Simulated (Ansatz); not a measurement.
## Abstraction of Cl: C2H5Cl2Ga + C4H9 → C2H5ClGa + C4H9Cl

Species: C2H5Cl2Ga `C[CH2][Ga]([Cl])[Cl]`, singlet; C4H9 (tert-butyl radical) `C[C](C)C`, doublet; C2H5ClGa `C[CH2][Ga][Cl]`, doublet; C4H9Cl (2-chloro-2-methylpropane) `CC(C)(C)Cl`, singlet. A radical takes Cl: the energy is the difference in strength between the Ga–Cl bond broken and the C–Cl bond made.

Shapes, held fixed at every level: PBE0-D4/def2-TZVP. Flexible molecules stand in one conformer, not always the lowest. Programs: Ansatz 0.2.0. Electronic energies: no zero-point or thermal term.

Estimate ΔE of this reaction.

The highest level, CCSD(T)/def2-TZVPP, gives ΔE = +76.5 kJ/mol; the levels span +76.5 to +117.6. The column of differences is taken from that level and isn't an error. No measured value is set beside it here. Open shells run unrestricted. Relativity is left out for Ga. Outer-core shells of Ga are correlated in most correlated rows, in sets that cover them unevenly. CCSD(T)/def2-TZVPP lies outside the range of all other levels here, so it shouldn't be taken on trust.

```csv
level,kind,ΔE (kJ/mol),less CCSD(T)/def2-TZVPP
MP2/def2-SVP,perturbation theory,+81.4,+4.9
HF/def2-TZVPP,Hartree–Fock,+117.6,+41.1
r2SCAN-D4/def2-TZVPP,meta-GGA,+88.4,+11.9
BHLYP-D4/def2-TZVPP,global hybrid,+91.8,+15.3
PBE0-D4/def2-TZVPP,global hybrid,+80.5,+4.0
CCSD/def2-SVP,coupled cluster or CI,+91.5,+15.0
CCSD(T)/def2-TZVPP,coupled cluster or CI,+76.5,0.0
```

Chlorine transfer from gallium to the tert-butyl radical is uphill at every level, so the Ga–Cl bond is the stronger of the two. Gallium is much less electronegative than carbon, and its bond to chlorine gains more from charge transfer and electrostatic attraction. Breaking it also turns Ga(III) into a Ga(II)-centred radical, whereas the tert-butyl radical consumed is stabilised by hyperconjugation, which reduces the gain from forming C–Cl.

Hartree–Fock gives the largest cost, +117.6 kJ/mol, and every correlated or density-functional treatment lowers it. This suggests that correlation favours the products, probably because the C–Cl bond is more covalent and the chloroalkane more compact. The fall from CCSD to CCSD(T) can't be credited to triple excitations alone, since the basis changes too.

The sign supports the reverse reaction, chlorine abstraction from 2-chloro-2-methylpropane by the gallium radical, as the energetically downhill direction. How fast either direction runs depends on a barrier that these reaction energies don't give.
